Chemical potential of a GaAs two-dimensional electron gas at fixed density, 4 K to 300 K

THE PROBLEM

Electrons are confined to a thin GaAs layer, and a gate holds their sheet density at n = 3×10¹¹ cm⁻² = 3×10¹⁵ m⁻² while the temperature T goes from 4 K to 300 K. The model is an ideal Fermi gas: no interaction, one parabolic subband, twofold spin degeneracy, no magnetic field. Energies are counted from the bottom of the subband. I write E_F for the chemical potential at T = 0, μ for its value at T, and t = kT/E_F, x = 1/t, η = μ/kT.

Compiled measured values for bulk GaAs: Γ-valley mass m* = 0.067 mₑ at 0 K and gap 1.519 eV at 0 K (Vurgaftman 2001), gap 1.42 eV at 300 K (Wing 2021), static dielectric constant 12.87 at 300 K (Rakita 2019). Further inputs, all assumed or typical and needed only to size the corrections: subband spacings Δ = 1.6×10⁻²⁰ J (100 meV, a narrow quantum well) and 4.8×10⁻²¹ J (30 meV, a single heterojunction); a GaAs mass of 0.063 mₑ at 300 K; for a Si(100) inversion layer an in-plane mass of 0.19 mₑ in two valleys. Constants: ħ = 1.055×10⁻³⁴ J s, k = 1.381×10⁻²³ J/K, mₑ = 9.109×10⁻³¹ kg, e = 1.602×10⁻¹⁹ C, ε₀ = 8.854×10⁻¹² F/m. Constants and intermediate values are carried unrounded. The mass has two figures, so a third figure below serves only to follow the arithmetic.

We want (a) E_F and T_F = E_F/k; (b) μ(T) over the range and the temperature at which it vanishes; (c) the low-temperature series in d dimensions and the comparison with a three-dimensional gas of the same E_F; (d) the high-temperature form; (e) the size of what the model leaves out.

(a) THE ENERGY SCALE

The number of states per area with wave vector below κ is 2 × πκ²/(2π)² = κ²/2π. With E = ħ²κ²/2m* this equals m*E/(πħ²), so the density of states is a constant:

g = m*/(πħ²) = 6.10×10⁻³² kg / (3.49×10⁻⁶⁸ J² s²) = 1.75×10³⁶ J⁻¹ m⁻².

The units work because J = kg m² s⁻². At T = 0 all states up to E_F are full, n = gE_F, hence

E_F = 3×10¹⁵ m⁻² / (1.75×10³⁶ J⁻¹ m⁻²) = 1.72×10⁻²¹ J = 10.7 meV, T_F = 124 K.

The Fermi wave vector is κ_F = √(2πn) = 1.37×10⁸ m⁻¹. Since T_F lies inside our range, we pass from a deeply degenerate gas at 4 K to a mildly degenerate one at 300 K, and no single expansion covers both ends.

(b) THE EXACT RESULT IN TWO DIMENSIONS

Fixed density means that μ must adjust so that n = g ∫₀^∞ f(E) dE with f = 1/(exp((E − μ)/kT) + 1). The Fermi function is the derivative of −kT ln(1 + exp((μ − E)/kT)) with respect to E, so

n = g kT ln(1 + e^η).

This is g kT F₀(η), where my Fermi-Dirac integrals are F_j(η) = [1/Γ(j+1)] ∫₀^∞ y^j dy/(e^(y−η) + 1). Put n = gE_F. The constant g cancels, 1 + e^η = e^x, and

μ = kT ln(exp(E_F/kT) − 1) = E_F + kT ln(1 − e^(−x)).

Let me do 300 K in full. kT = 4.14×10⁻²¹ J, x = 0.415, e^x − 1 = 0.514, η = ln 0.514 = −0.666, and μ = −0.666 × 4.14×10⁻²¹ J = −2.76×10⁻²¹ J = −17.2 meV. The other temperatures go the same way.

T (K) | x = T_F/T | μ/E_F | μ (10⁻²¹ J)
4 | 31.1 | 1.000 | 1.72
20 | 6.22 | 1.000 | 1.72
50 | 2.49 | 0.965 | 1.66
77 | 1.62 | 0.863 | 1.48
150 | 0.829 | 0.309 | 0.530
300 | 0.415 | −1.61 | −2.76

The total fall from 4 K to 300 K is 4.48×10⁻²¹ J, or 27.9 meV. The zero needs e^x − 1 = 1, that is x = ln 2, t = 1.443 and T₀ = T_F/ln 2 = 179 K. The fall is monotonic. Differentiating, dμ/dT = k[η − x/(1 − e^(−x))], and since η < x < x/(1 − e^(−x)) the bracket is negative at every temperature.

Question: What does a negative chemical potential mean? There are no states down there.

μ need not coincide with a state. It is the energy at which f would equal 1/2. A negative μ says that even the lowest state is less than half full. The occupation of the subband bottom is f(0) = e^η/(1 + e^η) = 1 − e^(−x), which is exactly 1/2 at T₀ and 0.339 at 300 K.

Question: Where would a device engineer meet that factor?

In the quantum capacitance. Differentiating n = g kT ln(1 + e^η) gives C_q = e² dn/dμ = e²g(1 − e^(−x)). For the ideal gas this is 0.0448 F/m² at 4 K and 0.0152 F/m² at 300 K. It acts in series with the barrier capacitance of a transistor built on such a channel.

(c) LOW TEMPERATURE IN d DIMENSIONS

For a parabolic band in d dimensions the number of states below E is G(E) = C E^s with s = d/2 and C a constant. Integrating by parts, n = ∫₀^∞ G(E)(−∂f/∂E) dE. The weight −∂f/∂E is even about μ and a few kT wide. We expand G about μ and extend the lower limit to −∞. With w(y) = e^y/(e^y + 1)², the moments are ∫y²w dy = π²/3 and ∫y⁴w dy = 7π⁴/15, and division by 2! and 4! gives the Sommerfeld expansion

n = G(μ) + (π²/6)(kT)² G″(μ) + (7π⁴/360)(kT)⁴ G⁗(μ) + …

Set n = C E_F^s and u = μ/E_F:

1 = u^s + A t² u^(s−2) + B t⁴ u^(s−4) + …, A = (π²/6) s(s−1), B = (7π⁴/360) s(s−1)(s−2)(s−3).

Insert u = 1 + a t² + b t⁴. Order t² gives sa + A = 0. Order t⁴ gives sb + s(s−1)a²/2 + A(s−2)a + B = 0, and with A = −sa this is b = (s−3)a²/2 − B/s. Therefore

μ = E_F [1 − (π²/6)(d/2 − 1) t² + …].

For d = 3, a = −π²/12 and b = −π⁴/192 − 7π⁴/960 = −π⁴/80, so μ = E_F[1 − (π²/12)t² − (π⁴/80)t⁴ − …]. For d = 1, a = +π²/12 and b = +π⁴/36, and μ first rises. For d = 2, G is linear in E, all higher derivatives vanish, and every term of the series is zero.

The sign has a simple origin. Heating at fixed μ empties states below μ and fills states above it with equal probability at equal distance. If the density of states grows with energy, as for d = 3, more electrons would be gained above than lost below, so μ must drop to keep n fixed. If it falls with energy, as for d = 1, μ must rise.

Question: Then the series says μ = E_F for ever in two dimensions, and your table says otherwise. Which step failed?

The extension of the lower limit to −∞. It counts holes in states below the band bottom that do not exist. The exact relation can be written E_F = μ + kT ln(1 + e^(−η)), and the second term is precisely that missing tail. Expanding the logarithm in the exact μ,

μ = E_F − kT [e^(−x) + e^(−2x)/2 + e^(−3x)/3 + …].

All derivatives of t e^(−1/t) vanish as t → 0⁺, so no power series in t can see it. At 4 K the relative drop is e^(−x)/x = 1.0×10⁻¹⁵, and at 20 K it is 3.2×10⁻⁴.

Now the comparison. A bulk gas with the same mass and the same E_F has density κ_F³/3π² = 8.74×10²² m⁻³. At 4 K, t = 0.0322 and the relative drop is (π²/12)t² = 8.5×10⁻⁴. At 20 K, t = 0.161, the two terms are 0.0213 and 0.0008, and μ/E_F = 0.978; numerical inversion of the full integral gives 0.978 as well. A drop of one per cent is reached at about 14 K in three dimensions and about 37 K in two.

Question: Can I get the zero of μ in three dimensions from that series?

No. The series is asymptotic for small t, and at the zero t is of order one. The truncated polynomial vanishes at t = 0.793, which is not the answer. Use the full condition instead. For d = 3, n = C E_F^(3/2) = C Γ(5/2)(kT)^(3/2) F_{1/2}(η), so t^(−3/2) = Γ(5/2) F_{1/2}(η). At η = 0 the integral is the alternating sum F_{1/2}(0) = Σ (−1)^(l+1) l^(−3/2) = (1 − 2^(−1/2)) ζ(3/2) = 0.7651. With Γ(5/2) = 1.3293 the product is 1.0171 and t = 1.0171^(−2/3) = 0.989. For our E_F that is 123 K, against 179 K for the layer. The same argument in two dimensions uses Γ(2)F₀(0) = ln 2 and returns t = 1/ln 2.

(d) HIGH TEMPERATURE

For small x, ln(e^x − 1) = ln x + x/2 + x²/24 − …, so

μ = kT ln(E_F/kT) + E_F/2 + E_F²/(24kT) − …

The first term is the Boltzmann result kT ln(nλ²/2), because with the thermal wavelength λ = ħ√(2π/(m*kT)) one has nλ²/2 = πħ²n/(m*kT) = x. At 300 K, λ = 16.6 nm, and the three terms of η are −0.880, +0.207 and +0.007, which add to −0.666. The Boltzmann term alone gives μ = −3.65×10⁻²¹ J, too low by 0.89×10⁻²¹ J. This offset does not die out on heating. It tends to E_F/2 = 0.86×10⁻²¹ J, and it becomes negligible only relative to kT.

Question: How would a silicon channel look at the same density?

With two valleys, g = 2m*/(πħ²), and the typical mass 0.19 mₑ makes g larger than in GaAs by 2 × 0.19/0.067 = 5.67. The same model then gives T_F = 21.9 K and T₀ = 31.6 K. The curve μ/E_F against t is the same one; only the scale shrinks. At room temperature the other valleys and higher subbands of Si fill as well, so the one-subband formula should be kept for the cryogenic end.

(e) WHAT THE MODEL LEAVES OUT

I measure each correction against the fall of 4.48×10⁻²¹ J.

Question: At 300 K, kT is 26 meV. Is one subband enough?

That depends on the structure. With a second subband of equal mass at height Δ, and z = e^η, β = e^(−Δ/kT), the density condition is x = ln(1 + z) + ln(1 + βz). Exponentiating gives βz² + (1 + β)z − (e^x − 1) = 0, whose positive root fixes μ = kT ln z. For the assumed narrow well at 300 K, β = 0.0210, z = 0.498 and μ = −2.89×10⁻²¹ J. The shift is −0.13×10⁻²¹ J, and the fraction ln(1 + βz)/x in the upper subband is 2.5 per cent. For the assumed heterojunction, β = 0.314, z = 0.360, μ = −4.23×10⁻²¹ J and 26 per cent of the electrons sit upstairs. That shift of −1.47×10⁻²¹ J is 53 per cent of the one-subband μ, and a third subband would lower μ further. The last row of the table is therefore a statement about narrow wells only.

Question: You used a mass listed for 0 K up to room temperature.

Yes. With the typical 300 K mass of 0.063 mₑ, x becomes 0.441 and μ = −2.44×10⁻²¹ J, a shift of +0.31×10⁻²¹ J. Nonparabolicity works the other way. Take the two-band form E(1 + αE) = ħ²κ²/2m* with the assumed estimate α = 1/E_g. The density of states becomes g(1 + 2αE), and the density condition reads x = F₀(η) + 2αkT F₁(η). At T = 0 this is E_F = μ + αμ², which lowers μ by the fraction αE_F, or 0.7 per cent with the 0 K gap. At 300 K, 2αkT = 0.0364 with the 300 K gap, F₁ = 0.460 and dF₀/dη = 0.339, so δη = −0.0364 × 0.460/0.339 = −0.049 and δμ = −0.20×10⁻²¹ J. Confinement raises the in-plane mass further, by an amount that depends on the well and that I have not included. The two mass effects computed here are each below a tenth of the fall and partly cancel.

Question: And the Coulomb interaction? Surely these electrons are not free.

This is the largest correction at low temperature. The effective Bohr radius is 12.87 a₀/0.067 = 10.2 nm, with a₀ the Bohr radius, and the radius per electron is 1/√(πn) = 10.3 nm, so their ratio is r_s = 1.01. To first order in the interaction, with the uniform Hartree term left to the electrostatics of the gate, the energy of state κ shifts by the exchange term Σ(κ) = −∫ d²κ′/(2π)² f(κ′) v(|κ − κ′|), where v(q) = e²/(2εq) for a layer of zero thickness and ε = 12.87 ε₀. At T = 0 the shift of μ is Σ(κ_F). In polar coordinates about a point on the rim of the Fermi disc, the chord has length 2κ_F cos θ, and the integral of 1/q over the disc is ∫ 2κ_F cos θ dθ from −π/2 to π/2, which is 4κ_F. Hence

μ_x(0) = −e²κ_F/(2π²ε) = −1.57×10⁻²¹ J,

which is 91 per cent of E_F. In the Boltzmann limit the shift is Σ averaged over the thermal distribution, −(n/2)⟨v⟩, since only the n/2 electrons of like spin exchange. The difference of two thermal wave vectors is Gaussian with variance σ² = 2m*kT/ħ² per component, so ⟨1/q⟩ = √(π/2)/σ = λ/(2√2), and

μ_x = −n e² λ/(8√2 ε) ≈ −1.0×10⁻²¹ J at 300 K.

This is a rough figure, because x = 0.415 is not yet small. Exchange thus lowers the whole curve by an amount comparable to E_F, and its own change between 4 K and 300 K, about +0.6×10⁻²¹ J, offsets roughly 13 per cent of the ideal fall. A layer of finite thickness weakens v(q) and reduces both numbers. Correlation beyond first order is not computed here. The ratio of the Coulomb energy e²√(πn)/(4πε) to kT is 0.42 at 300 K, so it cannot be declared negligible. At low temperature the consequence is qualitative: a relative drop of 10⁻¹⁵ at 4 K is a property of the ideal gas, and since Σ depends on κ, the interacting density of states is no longer constant and the cancellation of all power terms need not survive.

Question: If I tried to follow μ(T) in a sample, what would be my zero of energy?

Our μ is counted from the subband bottom, and that level moves with temperature. The two compiled gaps differ by 0.099 eV = 1.59×10⁻²⁰ J between 0 K and 300 K, which is 3.5 times the fall we computed. How that change divides between the band edges is a separate matter. An emission line or a threshold voltage mixes the motion of the edge with the statistics, and the two must be separated. The density must also really stay fixed; in an ungated modulation-doped layer it is set by equilibrium with the donors and may itself change with T, in which case E_F in our formula has to be updated at each temperature.

THE ANSWER

For the ideal one-subband model with m* = 0.067 mₑ and n = 3×10¹⁵ m⁻², E_F = 1.72×10⁻²¹ J and T_F = 124 K. The chemical potential μ = kT ln(exp(E_F/kT) − 1) stays within one per cent of E_F up to about 37 K, crosses the subband bottom at 179 K and reaches −2.76×10⁻²¹ J at 300 K. These are the model's numbers, not those of a sample. By the estimates above, mass and second-subband effects each move the 300 K value by about 0.1 to 0.3×10⁻²¹ J in a narrow well, a heterojunction with the assumed 30 meV spacing lies lower by about half, and exchange in a thin layer lowers μ by 1.0 to 1.6×10⁻²¹ J over the range, so that the zero crossing relative to the bare subband bottom would come well below 179 K.